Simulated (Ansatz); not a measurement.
## A series in wave cutoff on AgB2

One setting of a density functional single point varied, free energy counted from the run at the reference value, pressure positive in compression; periodic cell, basis, potentials, k mesh and filling as listed. The results are calculated, by Ansatz 0.2.0.

Structure of every row (space group P6/mmm, No. 191):
```
cell vectors (Å)
   3.0000     0.0000     0.0000
  -1.5000     2.5981     0.0000
   0.0000     0.0000     3.2400
atoms (fractions of the cell vectors)
Ag  0.00000  0.00000  0.00000
B   0.33333  0.66667  0.50000
B   0.66667  0.33333  0.50000
```

Settings of every row: functional PBE; dispersion none; potentials PAW; k mesh 10x10x8; k shift 0x0x0; occupations fermi dirac; smearing width 0.05 eV; spin none; SCF threshold exponent -8; varied setting wave cutoff; reference wave cutoff 450 eV.

Limits: coarse k mesh, up to 40 meV an atom off; cutoff under the advised one.

| row | wave cutoff (eV) | energy less reference (meV/atom) |
| --- | --- | --- |
| 1 | 250 | 560.53 |
| 2 | 300 | 74.24 |
| 3 | 350 | ? |
| 4 | 400 | 2.25 |
| 5 | 450 | 0 |

Question: what energy less reference should row 3 give?

Worked fit of energy less reference. Measure energy less reference from the row at the highest cutoff, 0.00 meV/atom, and take the logarithm of what remains: 250 → 6.33, 300 → 4.31, 400 → 0.81. A straight line through these is ln|rest| = 15.382 − 0.03653 × cutoff, so the rest falls by a factor of e every 27.4 eV; from 3 rows that is a rough guide, not a law, and the row at the highest cutoff isn't the limit itself. At 350 eV the line gives ln|rest| = 2.596, a rest of 13.42 meV/atom, and so 0.00 + 13.42 = 13.42 meV/atom.

The calculation gave 10.65 meV/atom. The fit lies 2.77 meV/atom (26 % of the value, 0.49 % of the column's range) above it; its largest miss of a shown row is 42.78 meV/atom.
